## Ammonia on boron: seven questions about the nitrogen core level

In these molecules ammonia shares its lone pair with a boron atom, and the rest of the molecule, the carrier, is varied. The binding energy is the energy needed to lift a 1s electron of the nitrogen into vacuum, the quantity behind an X-ray photoelectron line. Carriers that come up often are cyano (`*[BH2-]C#N`), chloro (`*[BH2-]Cl`) and trifluoro (`*[B-](F)(F)F`). Charges, dipoles and NMR shieldings come from non-relativistic PBE0/pcSseg-1 calculations. The printed output of the analysis stands after the text.

PySCF 2.14.0 with density fitting, gas phase, PBE0-D3(BJ)/def2-SVP geometries; the marked atom is the N of *[NH3+], bound to B of the carrier (SMILES, * marks the bond). N 1s binding energies (to vacuum) use delta-SCF with unrestricted SCAN, spin-free X2C, pcX-2 on the ionised atom and pcseg-1 elsewhere. Charges and GIAO shieldings use non-relativistic PBE0/pcSseg-1.

| carrier | formula | atoms on the carrying B | bond to the carrier (Å) | point group | torsion about that bond, heaviest neighbours (°) | binding energy, marked atom (eV) | IAO charge, marked atom (e) | Hirshfeld charge, marked atom (e) | NMR shielding, marked atom (ppm) |
| --- | --- | --- | --- | --- | --- | --- | --- | --- | --- |
| *[BH2-]B(O)O | B2H7NO2 | B H H | 1.633 | C1 | 39 | 407.77 | -0.40 | -0.08 | 227.6 |
| *[BH-](C)C | C2H10BN | C C H | 1.657 | Cs | 59 | 407.82 | -0.42 | -0.08 | 206.3 |
| *[BH2-]C#N | CH5BN2 | C H H | 1.626 | Cs | 60 | 408.93 | -0.41 | -0.07 | 222.4 |
| *[BH2-]CO | CH8BNO | C H H | 1.631 | C1 | 34 | 407.57 | -0.43 | -0.09 | 229.7 |
| *[BH2-]C=C | C2H8BN | C H H | 1.646 | C1 | 59 | 407.98 | -0.41 | -0.08 | 216.2 |
| *[BH2-]Cl | BClH5N | Cl H H | 1.625 | Cs | 59 | 408.61 | -0.42 | -0.08 | 207.4 |
| *[B-](F)(F)F | BF3H3N | F F F | 1.675 | C3 | 55 | 408.72 | -0.48 | -0.11 | 210.6 |
| *[BH2-]N | BH7N2 | H H N | 1.686 | Cs | 58 | 407.41 | -0.44 | -0.10 | 202.9 |
| *[BH2-]OC | CH8BNO | H H O | 1.689 | C1 | 53 | 407.80 | -0.45 | -0.10 | 217.6 |
| *[BH2-]O | BH6NO | H H O | 1.682 | C1 | 54 | 407.77 | -0.45 | -0.10 | 205.9 |

### 1. Which carrier holds the nitrogen core electron most tightly?

The cyano carrier does, at 408.93 eV, followed by trifluoro and chloro. The amino carrier (`*[BH2-]N`) is lowest, 1.52 eV below cyano. The nitrogen has the same direct neighbours in every row, so this difference comes from atoms at least two bonds away.

### 2. Does the charge on nitrogen set the order?

Suppose that only the nitrogen's own charge mattered. The most negative nitrogen would then repel its core electrons most and have the lowest binding energy. The trifluoro row has the most negative nitrogen, with an IAO charge (the atom's charge after the electrons are shared out by atomic orbitals) of −0.48 e, yet its binding energy is the second highest. Over all ten rows, charge and binding energy are practically uncorrelated. That result leans on the trifluoro row: without it the correlation is 0.44, a weak tendency in the expected direction.

### 3. What does set it?

Take the opposite limit: the nitrogen's own charge stays fixed, and the rest of the molecule acts as a dipole. The positive end of the molecular dipole lies on the ammonia side. A core electron there is held more tightly when the carrier draws electrons towards its far end. For a change $\Delta\mu$ in the dipole, seen along its axis from a distance $R$, the binding energy changes by

$$\Delta E \approx \frac{e\,\Delta\mu}{4\pi\varepsilon_0 R^2}.$$

With $R$ = 3 Å, about the distance from this nitrogen to the middle of the cyano group, this gives 0.33 eV per debye. From amino to cyano the dipole grows by 3.8 D, so the estimate is 0.33 × 3.8 ≈ 1.3 eV, somewhat below the computed 1.52 eV. A distance of 2 Å would more than double it, so the formula supports the sign and the order of magnitude, not the exact value. Nor is the nitrogen's own charge quite fixed: from amino to cyano it goes from −0.44 e to −0.41 e, which also raises the binding energy. The rough agreement fits an electrostatic effect of the carrier but does not prove it.

A straight line in the dipole, fitted to all ten rows, typically misses the binding energy by 0.2 eV. For trifluoro and for the B(OH)₂ carrier it is 0.3 eV too low, and for the OCH₃ carrier it is 0.3 eV too high. A single dipole is a poor picture of large charges close to the nitrogen.

### 4. Is the difference there before the electron leaves?

Mostly, yes. The 1s orbital energies of the intact molecules spread over 1.47 eV, almost as much as the binding energies. Their magnitudes are about 20 eV smaller than the binding energies. Such an offset is usual for functionals of this type, whose core orbital energies are not removal energies. The response of the other electrons to the core hole does not explain it, because that response lowers the binding energy.

That response may still matter for close pairs. Trifluoro lies 0.10 eV below chloro in the orbital measure but 0.11 eV above it in binding energy. Trifluoro is the unusual one: its binding energy exceeds the orbital measure by 20.09 eV, against 19.68 to 19.90 eV in the other rows. Perhaps its tightly held fluorine electrons screen the hole less well, though this comparison does not isolate that effect.

### 5. What changes if the electron is taken from boron instead?

Trifluoro and chloro, nearly equal at nitrogen, then differ by 4.0 eV. Three fluorines draw electrons directly out of boron's valence shell, where the chloro carrier has only one chlorine and two hydrogens, and boron's core feels that loss at close range. Nitrogen sees the positive boron and the three negative fluorines together. Treated as point charges, they shift its core level by roughly 7 eV each way and nearly cancel, which is too crude a balance to predict the small remainder.

### 6. Does the NMR shielding follow the same order?

No. Replacing OH (`*[BH2-]O`) by OCH₃ (`*[BH2-]OC`) changes the nitrogen binding energy by only 0.03 eV but raises the shielding by 11.7 ppm. The methyl carbon sits three bonds from nitrogen. All five carriers with a carbon, nitrogen or oxygen atom at that position have higher shieldings than the five without one.

The two quantities probe different things. The core level responds to the electric potential, whereas the shielding also depends on how a magnetic field mixes occupied and empty orbitals. Over all ten rows this paramagnetic part varies by about 26 ppm and the diamagnetic part by only 4 ppm; the printed spreads leave out the CH₂OH row. The grouping resembles the gamma effect known from NMR, but it was noticed in these same ten rows and still needs an independent test.

### 7. Which digits can be trusted?

The gap between cyano and amino is a firm result of this calculation; the order of the four rows between 407.77 and 407.82 eV is not. Each molecule was computed in a single conformer, without averaging over its vibrations. In the CH₂OH and B(OH)₂ carriers an N–H hydrogen lies close to an oxygen, so another molecular shape could shift both their core levels and their shieldings. The table refers to isolated molecules and the vacuum level, while spectra of solids are usually referred to the Fermi level. In a solid, neighbouring dipoles also add to the potential at the nitrogen, so even the differences between carriers may change.

Output of the analysis:

```
fit of be on 10 rows: constant 406 +/- 0.3, coefficient of mu 0.3798 +/- 0.056; rms 0.191, worst *[BH2-]B(O)O -0.305, leave-one-out rms 0.232
Core levels and dipole:
           row  dipole_D  orbital_eV  offset_eV  dipole_model_miss_eV  B1s_eV
  *[BH2-]B(O)O     3.758         388      19.78               -0.3048   193.5
    *[BH-](C)C     5.014       388.1      19.76                0.1222   193.9
    *[BH2-]C#N     7.627       389.1      19.85              0.004807   195.5
     *[BH2-]CO     3.821       387.8      19.72              -0.08089     194
    *[BH2-]C=C     5.507       388.3      19.68                0.1495     194
     *[BH2-]Cl     6.394       388.7      19.88               -0.1435   195.7
  *[B-](F)(F)F     6.277       388.6      20.09               -0.2982   199.8
      *[BH2-]N     3.834       387.6       19.8               0.08424   194.4
     *[BH2-]OC     5.375         388       19.8                0.2796     195
      *[BH2-]O     5.053       387.9       19.9                 0.187   195.1
Spread of N 1s binding energies, eV: 1.52
Spread of the four close rows, eV: 0.05
Correlation of binding energy with IAO charge on N, all rows: -0.04846
The same without the BF3 row: 0.4437
Correlation of binding energy with dipole, all rows: 0.9223
Point-dipole slope at 2 angstrom, eV per debye: 0.7495
Point-dipole slope at 3 angstrom, eV per debye: 0.3331
Spread of N 1s orbital energies, eV: 1.469
Mean offset of binding energy from orbital energy, eV: 19.83
N 1s binding energy, BF3 less Cl, eV: 0.11
N 1s orbital energy, BF3 less Cl, eV: -0.1
B 1s binding energy, BF3 less Cl, eV: 4.004
Rough shift at N from the boron charge in BF3, eV: 6.706
Rough shift at N from the three fluorine charges, eV: -7.224
N 1s binding energy, OCH3 less OH, eV: 0.03
N shielding, OCH3 less OH, ppm: 11.7
Shielding gap between the two groups, ppm: 5.6
Spread of diamagnetic part, nine rows, ppm: 3.617
Spread of paramagnetic part, nine rows, ppm: 25.48
```
